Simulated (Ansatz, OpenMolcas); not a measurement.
A ladder of methods for Si2NH7 (SMILES [SiH3]N[SiH3])

Si2NH7 has 10 atoms, charge 0, and is taken as a singlet. As SMILES, `[SiH3]N[SiH3]`. The shape is that of a PBE0-D4/def2-TZVP optimisation.

```xyz
10

Si   -1.0428    0.7584   -0.8800
N     0.1200    0.5004    0.3687
Si    0.9958   -0.9353    0.7554
H    -1.3736   -0.5673   -1.4582
H    -0.5323    1.6454   -1.9626
H    -2.2743    1.3936   -0.3364
H     0.3620    1.3173    0.9129
H     0.4031   -2.0423   -0.0347
H     0.8972   -1.2430    2.2083
H     2.4448   -0.8272    0.4267
```

Each level gives the energy change with the Si3–H9 bond stretched from 1.488 to 3.275 Å (eV). The values are calculated.

```json
{"level": "HF/6-31G* (spherical functions) (unrestricted)", "kind": "Hartree–Fock", "program": "OpenMolcas", "value (eV)": "3.28", "CPU time (all runs)": "8.2 s"}
{"level": "BLYP/6-31G* (spherical functions) (restricted)", "kind": "GGA", "program": "Ansatz", "value (eV)": "3.85", "CPU time (all runs)": "5 s"}
{"level": "M06-L/6-31G* (spherical functions) (restricted)", "kind": "meta-GGA", "program": "OpenMolcas", "value (eV)": "4.33", "CPU time (all runs)": "62 s"}
{"level": "TPSS/6-31G* (spherical functions) (restricted)", "kind": "meta-GGA", "program": "OpenMolcas", "value (eV)": "4.19", "CPU time (all runs)": "66 s"}
{"level": "r2SCAN0/6-31G* (spherical functions) (restricted)", "kind": "hybrid meta-GGA", "program": "Ansatz", "value (eV)": "4.60", "CPU time (all runs)": "10 s"}
{"level": "CAM-B3LYP/6-31G* (spherical functions) (restricted)", "kind": "range-separated hybrid", "program": "Ansatz", "value (eV)": "4.68", "CPU time (all runs)": "6.6 s"}
{"level": "PBE-QIDH/6-31G* (spherical functions) (restricted)", "kind": "double hybrid", "program": "Ansatz", "value (eV)": "4.69", "CPU time (all runs)": "7.9 s"}
{"level": "RPA@PBE/6-31G* (spherical functions) (restricted)", "kind": "RPA", "program": "Ansatz", "value (eV)": "3.76", "CPU time (all runs)": "9.7 s"}
{"level": "BCCD(T)/6-31G* (spherical functions) (restricted)", "kind": "coupled cluster or CI", "program": "Ansatz", "value (eV)": "3.48", "CPU time (all runs)": "7.7 s"}
```

The first shape isn't each level's own minimum. The values span 3.28 to 4.69 eV. Spin contamination of the reference (⟨S²⟩ at least 0.1 too high) touches HF/6-31G*. CPU times are rough (shared hosts, several kinds of processor): they show what a rung costs within a factor of a few.

Among the restricted density functionals, the cost of stretching the Si–H bond rises from 3.85 eV with BLYP, through the meta-GGAs, to 4.60–4.69 eV for the functionals containing exact exchange. The main reason is left-right correlation. A doubly occupied bonding orbital keeps too much ionic character as silyl and hydrogen separate towards two radicals. Semilocal exchange partly mimics the missing static correlation, and replacing it with exact exchange removes that help. In PBE-QIDH the perturbative correlation evidently doesn't bring the value below those of the other hybrids.

RPA and BCCD(T) give lower values, 3.76 and 3.48 eV, as expected when correlation stabilises the stretched bond. Perturbative triples can overshoot once the bonding and antibonding orbitals approach degeneracy, so the coupled-cluster value is not a secure benchmark. The low Hartree–Fock value probably combines relief of the ionic error by symmetry breaking with missing pair correlation in the intact bond. None of these energies is a bond dissociation energy, since the fragments are neither fully separated nor relaxed.
